**Question: Why is the Madelung constant of the alternating ionic chain $2\ln 2$, if the series can be rearranged to give other values?**

Take an infinite straight line of ions with charges $+q,-q,+q,\dots$ at spacing $d$. My notes say the potential at a cation site is $-(q/d)\,2\ln 2$. But this is the alternating harmonic series, which converges only conditionally, so the order of terms matters. What does reordering do, why is one order the physical one, does an Ewald sum give the same number, and why does counting the last ion with weight one half converge so much faster? Numbers for an Mg–O chain (charges $\pm2$, $d=2.11$ Å) would help.

---

**Answer**

The value is $M=2\ln2=1.386294$ for any piece of the chain that grows without gaps, for a screened interaction whose screening is switched off, and for the Ewald sum. Taking $m$ unlike and $p$ like neighbours per block on each side gives $2\ln2+\ln(m/p)$, because that order describes a cluster whose net charge grows in proportion to its length. Half weights on the end ions make the cluster neutral and reduce the truncation error from $1/N$ to $1/(2N^2)$. Each statement is derived below.

## 1. Premises and conventions

1. Point charges $q_n=(-1)^n q$ with $q>0$ sit at $z_n=nd$, $n$ integer. Site 0 is a cation.
2. They interact by the three-dimensional Coulomb law in vacuum, $\phi(r)=q/(4\pi\varepsilon_0 r)$, with zero potential at infinite distance from a charge. Only the geometry is one-dimensional. For Gaussian units delete $4\pi\varepsilon_0$.
3. The site potential excludes the ion's own field.

The Madelung constant $M$, referred to the nearest-neighbour distance $d$, is defined by

$$\phi_0=\frac{1}{4\pi\varepsilon_0}\sum_{n\ne0}\frac{q_n}{|n|d}=-\frac{q}{4\pi\varepsilon_0 d}\,M,\qquad M=\sum_{n\neq0}\frac{(-1)^{n+1}}{|n|}.\tag{1}$$

Odd $n$ are unlike neighbours and add to $M$; even $n$ are like neighbours and subtract. The absolute values form the harmonic series, which diverges, so (1) is not defined until an order of summation is given. That is a fourth premise:

4. The infinite chain is the limit of finite contiguous segments, $-N_L\le n\le N_R$, with both ends receding.

## 2. The sum over a growing segment

For one side define $S_N=\sum_{n=1}^N(-1)^{n+1}/n$. The segment gives $S_{N_L}+S_{N_R}$. The finite geometric series with its remainder is an identity for $x\neq-1$:

$$\frac1{1+x}=\sum_{n=1}^{N}(-x)^{n-1}+\frac{(-x)^N}{1+x}.$$

Integrate over $0\le x\le1$. The sum is finite, so it is integrated term by term, and $\int_0^1(-x)^{n-1}dx=(-1)^{n+1}/n$:

$$\ln2=S_N+(-1)^NI_N,\qquad I_N=\int_0^1\frac{x^N}{1+x}\,dx.\tag{2}$$

Since $\tfrac12\le 1/(1+x)\le1$ on the interval, $\frac1{2(N+1)}<I_N<\frac1{N+1}$, so $S_N\to\ln 2$. Each side converges separately, hence the ratio $N_L/N_R$ and the charges of the terminal ions are irrelevant in the limit:

$$M=2\ln2=1.386294,\qquad \phi_0=-\frac{q}{4\pi\varepsilon_0d}\,2\ln2 .\tag{3}$$

A shift by $d$ reverses all charges, so an anion site has potential $-\phi_0$. The energy is half the sum of charge times site potential, the half removing double counting. Per formula unit (one cation, one anion),

$$E=\tfrac12\left[q\phi_0+(-q)(-\phi_0)\right]=q\phi_0=-M\frac{q^2}{4\pi\varepsilon_0d}.\tag{4}$$

The terminal ion of a semi-infinite chain has only one side, and its constant is $\ln2$.

## 3. Truncation error and half weights

Let $M_N=2S_N$ be the symmetric segment. To get $I_N$ for large $N$, write the integrand as $x^{N-1}g(x)$ with $g=x/(1+x)$, $g(1)=\frac12$, $g'=1/(1+x)^2$, and integrate by parts:

$$I_N=\frac1{2N}-\frac1N\int_0^1\frac{x^N}{(1+x)^2}dx .$$

Repeat with $u=x/(1+x)^2$, $u(1)=\frac14$, $u'=(1-x)/(1+x)^3$:

$$I_N=\frac1{2N}-\frac1{4N^2}+\frac{K_N}{N^2},\qquad K_N=\int_0^1\frac{x^N(1-x)}{(1+x)^3}dx.\tag{5}$$

Because $\frac18\le(1+x)^{-3}\le1$ and $\int_0^1x^N(1-x)dx=\frac1{(N+1)(N+2)}$, $K_N$ is positive and of order $N^{-2}$. The weight $x^N$ concentrates at $x=1$, where $(1+x)^{-3}=\frac18$, so $K_N\simeq1/(8N^2)$. From (2), the plain truncation error is

$$M-M_N=(-1)^N\,2I_N=(-1)^N\left[\frac1N-\frac1{2N^2}+\dots\right].\tag{6}$$

Now give the two end ions weight $\frac12$. Each contributed $(-1)^{N+1}/N$, so together one such term is removed: $\tilde M_N=M_N+(-1)^N/N$. This cancels the leading term of (6) exactly, and (5) leaves

$$M-\tilde M_N=(-1)^{N+1}\left[\frac1{2N^2}-\frac{2K_N}{N^2}\right]=(-1)^{N+1}\left[\frac{1}{2N^2}-\frac1{4N^4}+\dots\right].\tag{7}$$

The electrostatic reason is neutrality. The segment $|n|\le N$ has charge $q\,[1+2\sum_{n=1}^N(-1)^n]=(-1)^Nq$. Halving the ends removes $2\cdot\frac12(-1)^Nq$ and leaves zero. This is Evjen's prescription (1932). What is omitted on one side is then the half ion at $N$ plus all ions beyond, with weights $\frac12,-1,1,-1,\dots$ relative to the charge at $N$. These group into cells $(\frac12,-1,\frac12)$ centred at $s=N+1,N+3,\dots$. A cell has no charge and no dipole, and its potential at the origin, in units of $q/4\pi\varepsilon_0d$ and up to the overall sign, is that of a linear quadrupole:

$$\frac{1}{2(s-1)}-\frac1s+\frac1{2(s+1)}=\frac1{s(s^2-1)} .$$

The cells form an absolutely convergent series. With one cell per two lattice steps and two sides, it is approximately $2\int_N^\infty ds/(2s^3)=1/(2N^2)$, which is the leading term of (7). In plain truncation the omitted tail lacks that half ion, and the two half charges at distance $Nd$ produce the $1/N$ of (6).

| $N$ | $M_N$ | $M-M_N$ | $\tilde M_N$ | $M-\tilde M_N$ |
|---|---|---|---|---|
| 3 | 1.666667 | −0.280372 | 1.333333 | 0.052961 |
| 10 | 1.291270 | 0.095025 | 1.391270 | −0.004975 |
| 11 | 1.473088 | −0.086794 | 1.382179 | 0.004115 |
| 100 | 1.376344 | 0.009950 | 1.386344 | −0.000050 |

## 4. What a rearrangement does

On each side take the next $m$ unlike neighbours, then the next $p$ like neighbours, and repeat. Every ion is counted once in the end. After $K$ blocks the sum over both sides is

$$M^{(m,p)}_K=2\sum_{j=1}^{mK}\frac1{2j-1}-2\sum_{j=1}^{pK}\frac1{2j}.$$

With $H_n=\sum_{j=1}^n1/j$, the even reciprocals up to $2b$ sum to $\frac12H_b$, and the odd ones up to $2a-1$ sum to $H_{2a}-\frac12H_a$ (all terms minus the even ones). Therefore

$$M^{(m,p)}_K=2H_{2mK}-H_{mK}-H_{pK}.$$

The sequence $H_n-\ln n$ is positive, since $H_n>\int_1^{n+1}dx/x$, and decreasing, since $\frac1{n+1}<\ln(1+\frac1n)$. It therefore has a limit $\gamma$. The coefficients $2-1-1$ add to zero, so $\gamma$ and $\ln K$ cancel:

$$M^{(m,p)}=2\ln(2m)-\ln m-\ln p=2\ln2+\ln\frac mp .\tag{8}$$

Stopping inside a block changes the sum by a bounded number of terms that tend to zero, so (8) is the limit of the rearranged series itself. For $m=1$, $p=4$ it vanishes.

The extra logarithm is ordinary electrostatics. After $K$ blocks, unlike ions reach out to about $2mKd$ and like ions to $2pKd$. For $m>p$ the inner region is a complete alternating segment, worth $2\ln2$. Between the two distances there are only unlike ions, one per length $2d$, that is a line charge $-q/2d$ on each side, with potential

$$2\int_{2pKd}^{2mKd}\frac{-q/2d}{4\pi\varepsilon_0z}\,dz=-\frac q{4\pi\varepsilon_0d}\ln\frac mp .$$

For $m<p$ the outer region holds like ions and the same formula results. The net charge of the cluster is $q\,[1+2(p-m)K]$. Charge and distance both grow as $K$, so the potential of the excess does not fade. Such a cluster is a chain with one sublattice missing over a fixed fraction of its length, which is a different physical object and violates premise 4.

## 5. Two order-independent definitions give the same value

**Screening.** Replace $1/r$ by $e^{-\kappa r}/r$. The series is then absolutely convergent and every order gives the same sum. With $x=e^{-\kappa d}<1$ and $\ln(1+x)=\sum_{n\ge1}(-1)^{n+1}x^n/n$,

$$M(\kappa)=2\ln\left(1+e^{-\kappa d}\right)=2\ln2-\kappa d+\tfrac14(\kappa d)^2+\dots\tag{9}$$

which tends to $2\ln 2$ as $\kappa\to0$. A rearrangement of type (8) changes nothing at any $\kappa>0$; it acquires its logarithm only if $\kappa$ is set to zero before the sum is completed.

**Ewald's method (1921).** Measure lengths in units of $d$, choose any $\eta>0$ and split

$$\frac1r=\frac{\operatorname{erfc}(\eta r)}r+\frac2{\sqrt\pi}\int_0^\eta e^{-t^2r^2}dt ,$$

where the second term equals $\operatorname{erf}(\eta r)/r$. The first term decays like a Gaussian and is summed directly. In the second, sum over the growing segment and move the limit inside the integral. This is allowed by dominated convergence: for $t>0$ the partial sums $\sum_{n=1}^N(-1)^ne^{-n^2t^2}$ alternate with decreasing terms, so they converge and stay between $-1$ and $0$, and the interval is finite. Hence

$$\sum_{n\ne0}(-1)^n\frac{\operatorname{erf}(\eta|n|)}{|n|}=\frac2{\sqrt\pi}\int_0^\eta[\theta(t)-1]\,dt,\qquad\theta(t)=\sum_{n=-\infty}^\infty(-1)^ne^{-n^2t^2},$$

where the $-1$ removes the $n=0$ term. Apply Poisson's formula $\sum_nf(n)=\sum_k\int f(x)e^{-2\pi ikx}dx$ to $f(x)=e^{i\pi x}e^{-t^2x^2}$, whose transform is a shifted Gaussian:

$$\theta(t)=\frac{\sqrt\pi}t\sum_{G}e^{-G^2/4t^2},\qquad G=\pm\pi,\pm3\pi,\dots\tag{10}$$

The period is $2d$, so the reciprocal vectors are multiples of $\pi/d$, and the structure factor $1-e^{iG}$ of the neutral cell removes all even multiples including $G=0$. A $G=0$ term would give $\int dt/t$, the logarithmic divergence of a charged line. All terms of (10) are positive, so they may be integrated one by one. With $u=G^2/4t^2$, $dt/t=-du/2u$,

$$\int_0^\eta\frac{dt}te^{-G^2/4t^2}=\tfrac12E_1\!\left(\frac{G^2}{4\eta^2}\right),\qquad E_1(y)=\int_y^\infty\frac{e^{-u}}u\,du .$$

The prefactor is $\frac2{\sqrt\pi}\sqrt\pi=2$, and $\pm G$ contribute equally. Reversing the sign to conform with (1),

$$M=2\sum_{n\ge1}(-1)^{n+1}\frac{\operatorname{erfc}(\eta n)}n+\frac{2\eta}{\sqrt\pi}-2\sum_{j\ge0}E_1\!\left(\frac{(2j+1)^2\pi^2}{4\eta^2}\right).\tag{11}$$

Both series converge absolutely, and the derivation shows that (11) is the contiguous-segment limit, for every $\eta$:

| $\eta$ (in $1/d$) | real space | self term | reciprocal | total |
|---|---|---|---|---|
| 1 | 0.309935 | 1.128379 | −0.052020 | 1.386294 |
| 2 | 0.009355 | 2.256758 | −0.879819 | 1.386294 |

For $\eta=1$, three real-space terms and one reciprocal term fix all six decimals.

## 6. The chain inside a three-dimensional sum

At distance $\rho>0$ from the axis there is no self term and no need to split. Use $1/r=\frac2{\sqrt\pi}\int_0^\infty e^{-t^2r^2}dt$ with $r^2=\rho^2+(z-n)^2$. The shift $z$ puts a phase $e^{iGz}$ into (10), and the pairs $\pm G$ combine into cosines. The remaining integral is the standard representation $\int_0^\infty\frac{dt}te^{-t^2\rho^2-G^2/4t^2}=K_0(|G|\rho)$ of the modified Bessel function. Restoring $d$,

$$\phi(\rho,z)=\frac{q}{4\pi\varepsilon_0d}\,4\sum_{j\ge0}K_0\!\left(\frac{(2j+1)\pi\rho}d\right)\cos\frac{(2j+1)\pi z}d .\tag{12}$$

Since $K_0(y)\simeq\sqrt{\pi/2y}\,e^{-y}$, the potential of the chain dies off with decay length $d/\pi$. For the screened interaction, $e^{-\kappa r}/r=\frac2{\sqrt\pi}\int_0^\infty e^{-t^2r^2-\kappa^2/4t^2}dt$, so $G^2$ is replaced by $G^2+\kappa^2$. A sum over an array of parallel chains is then absolutely and uniformly convergent down to $\kappa=0$, so summing chain by chain gives the limit of vanishing screening. The usual three-dimensional Ewald sum of a neutral cell, with the zero wave vector omitted, is the same limit, because that term is proportional to the cell charge and is zero at every $\kappa>0$. Two consequences follow.

*Supercell.* A periodic code repeats the chain on a square array of spacing $L$, in phase. The four nearest images put cations opposite the cation, so $M$ becomes $2\ln2-16K_0(\pi L/d)$ to leading order.

*Rock salt.* This structure is a square array of chains at $(a,b)\,d$ with sign $(-1)^{a+b}$:

$$M_{\rm rs}=2\ln2-4\sum_{(a,b)\ne(0,0)}(-1)^{a+b}\sum_{j\ge0}K_0\!\left((2j+1)\pi\sqrt{a^2+b^2}\right).\tag{13}$$

The four nearest chains add $0.4727$, all chains together $0.3613$, so $M_{\rm rs}=1.7476$. The ion's own chain supplies 79 per cent of it.

## 7. Range of validity

- **Order of summation.** Result (3) holds for contiguous segments with both ends far away, for vanishing screening and for the Ewald sum. At $N$ sites from an end, (2) and (5) give a correction to $M$ of size $1/(2N)$ with alternating sign. A termination leaves only half a charge at a point, whose potential fades. In three dimensions a polar termination leaves a charge per unit area on a surface that grows as the square of its distance, so there even contiguous neutral growth can depend on shape and termination.
- **Interaction.** The $1/r$ law is essential; (9) shows the change under exponential screening. A uniform dielectric filling all space divides the potential by its permittivity and leaves $M$ unchanged. A substrate does not act so simply.
- **Geometry.** The chain must be straight, with equal spacings and charges of equal size. Zigzag or alternating bond lengths change the constant.
- **Ions.** Spherical, non-overlapping charge clouds act on each other as point charges by Gauss's law. Each site is an inversion centre, so the field vanishes there and no dipoles are induced. The field gradient does not vanish: since $\partial_z^2|nd-z|^{-1}=2/|nd|^3$ at $z=0$ and $\sum_{n\ge1}(-1)^{n+1}n^{-3}=\frac34\zeta(3)$, one has $\partial_z^2\phi=-3\zeta(3)\,q/(4\pi\varepsilon_0d^3)$ with $3\zeta(3)=3.606$. It deforms polarisable ions, unlike in rock salt, where cubic symmetry and Laplace's equation make it zero. Its sign also shows that a cation lowers its Coulomb energy by moving along the axis.
- **Energy.** Equation (4) is the Coulomb energy relative to separated ions of charge $\pm q$ at fixed $d$. It has no minimum in $d$; short-range repulsion must be added. The potential scales as $q$ and the energy as $q^2$, so charge transfer matters.
- **Asymptotics.** The exact forms with $I_N$ and $K_N$ hold for every $N\ge1$; the truncated expansions in (6) and (7) are for large $N$.

## 8. Illustration: model Mg–O chain

Inputs: formal charges $q=2e$ and $d=2.11$ Å, a spacing typical of bulk rock-salt MgO. With $e^2/4\pi\varepsilon_0=14.3996$ eV Å,

$$\frac{q}{4\pi\varepsilon_0d}=13.649\ \text{V},\qquad\frac{q^2}{4\pi\varepsilon_0d}=27.298\ \text{eV}.$$

**Result.** By (3) the potential is $-18.92$ V at a Mg site and $+18.92$ V at an O site. By (4) the model's Coulomb energy is $-37.84$ eV per formula unit.

**Rearrangement.** From (8), two unlike neighbours per like one ($m=2$, $p=1$) give $M=3\ln 2=2.0794$ and $-28.38$ V at Mg; the reverse gives $\ln2$ and $-9.46$ V; $m=1$, $p=4$ gives zero.

**Truncation.** At $N=10$ the plain sum misses the site potential by $1.30$ V and the half-weighted sum by $0.068$ V. To bring the truncation error of $q\phi_0$ below $k_BT=0.025852$ eV at 300 K, (6) requires $N\approx27.298/0.025852=1056$, or 223 nm of chain on each side, whereas (7) requires $N=23$, or 4.9 nm.

**Supercell.** The decay length is $d/\pi=0.67$ Å, and images at $L=10$ Å change $M$ by $-1.8\times10^{-6}$.

**Size of what is left out.** The axial curvature of the site potential at Mg is $-11.1$ V/Å$^2$. For the repulsion take a nearest-neighbour Born term, so that $E(d)=-MA/d+\nu B/d^{\,n}$ per formula unit, with $A=q^2/4\pi\varepsilon_0$, $\nu$ bonds per formula unit (2 in the chain, 6 in rock salt) and an illustrative exponent $n=7$. Setting $dE/dd=0$ gives $\nu B/d^n=MA/(nd)$, so $d^{\,n-1}\propto \nu/M$. Fix $B$ by demanding that the rock-salt model, with Coulomb energy $-1.7476\times27.298=-47.7$ eV, be in equilibrium at 2.11 Å. The chain has a third of the bonds, so its repulsion at this spacing is $47.7/(3\times7)=2.3$ eV, 6 per cent of the Coulomb term. The chain is then not in equilibrium: it contracts by the factor $[M_{\rm rs}/(3M)]^{1/6}=0.865$ to 1.83 Å, where $E=-(MA/d)(1-1/n)\approx-37$ eV. Two figures are all that such a model supports as a total energy.

These numbers are the model's, not those of magnesium oxide. They are referred to separated Mg$^{2+}$ and O$^{2-}$ point ions and omit the cost of forming these ions from atoms. As typical knowledge, bulk MgO is bound by roughly 10 eV per formula unit relative to neutral atoms, so the model's $37.84$ eV, if read as a cohesive energy, would be too large by a factor of about 3.8, and by more for a twofold-coordinated chain, which is bound more weakly than the crystal.